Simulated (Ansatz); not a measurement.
## TiB2: pressure and largest V_zz against volume scale

All results are calculated (Ansatz 0.2.0). Periodic Kohn-Sham DFT of a crystal at fixed atoms, scaled to volume_scale times the given cell; pressure positive in compression, energy less spherical unpolarised free atoms, largest_vzz the field gradient of largest size among the nuclei.

The cell before it is scaled or strained (space group P6/mmm, No. 191):
```
CELL_PARAMETERS angstrom
3.02920 0.00000 0.00000
-1.51460 2.62340 0.00000
0.00000 0.00000 3.22840
ATOMIC_POSITIONS crystal
Ti 0.00000 0.00000 0.00000
B 0.33333 0.66667 0.50000
B 0.66667 0.33333 0.50000
```

Settings of every row: method all-electron PAW; functional PBEsol; relativity scalar; k mesh 15x15x13; filling fermi-dirac; smearing width 0.08 eV; nucleus gaussian.

Atom start moment: 0 on all atoms.

Limits: no gap: field gradients move with the k mesh.

| row | volume scale | V (Å³/atom) | pressure (GPa) | largest V_zz (1e21 V/m^2) |
| --- | --- | --- | --- | --- |
| 1 | 0.94 | 8.039 | 12.097 | 2.247 |
| 2 | 0.96 | 8.21 | 5.769 | 2.215 |
| 3 | 0.98 | 8.381 | 0.038 | 2.184 |
| 4 | 0.99 | 8.466 | -2.622 | 2.169 |
| 5 | 1 | 8.552 | -5.154 | 2.154 |
| 6 | 1.01 | 8.637 | -7.564 | 2.14 |
| 7 | 1.02 | 8.723 | ? | ? |
| 8 | 1.04 | 8.894 | -14.124 | 2.098 |
| 9 | 1.06 | 9.065 | -17.987 | 2.072 |

Question: what pressure and largest V_zz should row 7 give?

Worked fit of pressure. Take u = (V_r/V)^(2/3) − 1 with V_r = 8.509 Å³ an atom, which is twice the finite (Eulerian) strain; such expansions in the strain, on which the Birch-Murnaghan equation of state is built, carry the rest volume and the bulk modulus. The shown rows have u = 0.03861, 0.02413, 0.01016, 0.00338, -0.00335, -0.0099, -0.02907, -0.04132. Least squares give pressure = −3.9035 + 378.739 × u + 921.51 × u² GPa; a straight line predicts inner rows, each left out in turn, worse (root mean square 0.49 against 0.0092 GPa). The rows lie off it by 0.004, -0.003, -0.002, -0.009, 0.008, -0.001, 0.011, -0.007 (root mean square 0.0066 GPa). The pressure vanishes at u = 0.0101, or V = 8.382 Å³ an atom, and there the bulk modulus at fixed shape and fractions is B = −V dP/dV = (2/3)(1 + u) dP/du = 268 GPa. Letting shape and atoms relax would as a rule lower it, by much in layered, chain or molecular crystals. The withheld row has u = -0.01642, so the fit gives −3.9035 + 378.739 × (-0.01642) + 921.51 × (-0.01642)² = -9.874 GPa.

The calculation gave -9.859 GPa. The fit lies 0.015 GPa (0.05 % of the column's range) below it; its largest miss of a shown row is 0.011 GPa.

Worked fit of largest V_zz. Take t = volume scale − 1. The shown rows have t = -0.06, -0.04, -0.02, -0.01, 0, 0.01, 0.04, 0.06. Least squares give largest V_zz = 2.1542 − 1.459 × t + 1.46 × t² 1e21 V/m^2; a straight line predicts inner rows, each left out in turn, worse (root mean square 0.0017 against 0.0002 1e21 V/m^2). All shown rows lie on it to the printed digit. The withheld row has t = 0.02, so the fit gives 2.1542 − 1.459 × (0.02) + 1.46 × (0.02)² = 2.126 1e21 V/m^2.

The calculation gave 2.126 1e21 V/m^2. The fit meets it to the printed digit.
